## Halfway across a slip plane

Push the upper half of a crystal sideways over the lower half, keeping both halves rigid, and the energy rises until the atoms across the cut begin to meet new partners. In this aluminium gallium nitride, a slide by one full slip vector restores the crystal exactly. The table follows the first half of that journey, computed with density functional theory, and leaves the halfway point open. How much of that point can be worked out from the earlier steps?

Rigid, unrelaxed slide of AlGa3N4 (space group Pm, 16-atom cell) across a (100) plane, one fault per cell; the slip vector is 3.165 Å along b, and energies are relative to the unslipped crystal. Ansatz 0.2.0, plane-wave DFT with PBEsol and PAW datasets made for PBE, scalar-relativistic, no spin polarisation, 420 eV cutoff, 8×5×3 k mesh, Gaussian smearing of 0.05 eV.

```csv
slip (fraction of the slip vector),fault energy (mJ/m²),shear traction (GPa (slope of the fault energy along the slip)),gap on mesh (eV)
0,0,0.00,2.359
0.1,167,10.57,2.271
0.2,663,20.40,2.105
0.3,1401,24.78,1.900
0.4,2111,17.94,1.725
0.5,?,?,?
```

Slip is the distance moved as a fraction of the slip vector. The fault energy is the energy cost per area of the cut, and the shear traction is its slope, the force per area that resists the slide. The gap on mesh is the electronic band gap found at the sampled wave vectors.

### What happens at the cut

The crystal is built of double layers, each holding metal and nitrogen atoms. The cut has nitrogen on one face and gallium on the other, a full bond length apart. It therefore runs between two double layers, where one Ga–N bond per metal atom crosses it.

A slide stretches each crossing bond while the next nitrogen atom approaches. With the layer spacing fixed, geometry gives the distances. At slip 0.4 the old partner is about 2.3 Å away and the new one still 2.7 Å. Halfway, the two are equally distant, and neither has the stronger claim on the gallium atom.

One result needs no picture of bonds. The crystal has a mirror plane perpendicular to the slip, so sliding forward or backward costs the same. Together with the full repeat, this makes the energy curve symmetric about the halfway point. If the curve is smooth there, its slope must vanish.

### Why one sine wave is not enough

The simplest curve with this symmetry is Frenkel's single wave, $E = A\,x$ with $x=\sin^2(\pi s)$, where $s$ is the slip and $A$ the height of the summit. Its traction peaks at a quarter of the slip vector, so it would be equal at slips 0.2 and 0.3. The table gives 20.40 and 24.78 GPa. The resistance builds up late, which means a broad valley and a narrower summit.

The energies tell the same story. Dividing each by $x$ should return the same $A$ every time, but slip 0.1 implies a summit of 1749 mJ/m² and slip 0.4 one of 2334 mJ/m². A plausible cause is geometric. The crossing bond stands upright on the cut, so a small slide tilts it but hardly stretches it: by about 1 % at slip 0.1, against nearly 20 % at slip 0.4. The cost of stretching is therefore expected to arrive late, starting as the fourth power of the slip, just as $x^2$ does. The calculation doesn't divide the energy among bonds, so this remains an interpretation.

Since the ratio $E/x$ grows with $x$, the next simplest choice is to let it grow linearly:

$$E = p\,x + q\,x^2 .$$

This keeps the required symmetry and adds one constant. A least-squares fit to the five known energies gives $p=1655$ and $q=749$ mJ/m², with a typical misfit of 2 mJ/m². The tractions were left out of the fit because they are slopes of the same energy curve, perhaps taken with the withheld point, and add no independent evidence.

### The forecast

At the halfway point $s=0.5$, so $x=\sin^2(90^\circ)=1$ and

$$E = 1655 + 749 = 2404\ \text{mJ/m}^2 .$$

The range is ±40 mJ/m². It is a judgement, wider than the misfit because the point lies beyond the last known row. A single sine wave fitted to the same rows would give about 2230 mJ/m². An abrupt switch of bonds could instead make a pointed summit, and a sharp enough point would lie above the range.

For the traction, symmetry gives 0 GPa, with ±0.5 GPa allowed for the way the slope is taken. It would have no unique value at a pointed summit.

The gap obeys the same symmetry, so it too should level off halfway unless band edges cross there. A constant plus a term in $x$, fitted to the five known gaps, follows them to about 0.01 eV. The form is empirical. It gives 1.66 eV at the halfway point, with a range of ±0.08 eV that leaves room for a modest kink.

The withheld rows as computed:

```csv
slip (fraction of the slip vector),fault energy (mJ/m²),shear traction (GPa (slope of the fault energy along the slip)),gap on mesh (eV)
0.5,2414,0.00,1.658
```

### What the halfway point adds

All three values fall within their ranges. The energy forecast is 10 mJ/m² too low, or 0.4 % of the computed value, while the single sine wave falls short by 7 %. The second term therefore describes a real feature of the curve, although its success doesn't establish the bonding picture behind it.

The small miss has a direction. At slip 0.4 the two-term curve has a traction of 17.6 GPa, against 17.94 GPa in the table, so it climbs a little too gently towards the top. The true summit is slightly narrower still, and a third term would be needed to follow it.

The last step also speaks against a sharply pointed summit. The energy rises by 710 mJ/m² from slip 0.3 to 0.4 but by only 303 mJ/m² from there to the halfway point, so the climb is already fading before the top. The gap also stays open at every computed step, so no sudden switch of electronic state is expected to put a kink there.

The zero traction is no real test. Symmetry demands it of any smooth curve, and the listed tractions match the slopes of one smooth periodic curve drawn through all the energies, the halfway one included, so the zero is built in. It doesn't mark a resting place: halfway is the highest of the computed energies, and a small push either way sends the crystal downhill.

The gap forecast agrees to within 0.001 eV, closer than the formula's typical misfit of 0.007 eV on the rows it was fitted to, so the last digit deserves no weight. The narrowing itself is substantial, 0.70 eV from start to halfway. Whether it comes from electronic states bound to the fault isn't shown. The gaps themselves should not be taken as measured ones, because this level of theory underestimates gaps in nitrides and the mesh may miss the band edges.

For someone judging how easily a nitride layer shears, the height of the summit is an upper limit for this path at this level of theory. Halfway, the slide costs 1.3 eV for each metal atom in a layer at the cut, but neither the atoms nor the layer spacing could adjust. Letting them do so can only lower the energy at a given slip. Real crystals also usually slip by moving dislocations, not by sliding a whole plane at once, so 24.78 GPa is no estimate of their strength. The faults also repeat every four double layers, and whether they affect one another wasn't tested. How far the summit drops, and whether it stays narrow once the layers may move apart, is the calculation to do next.
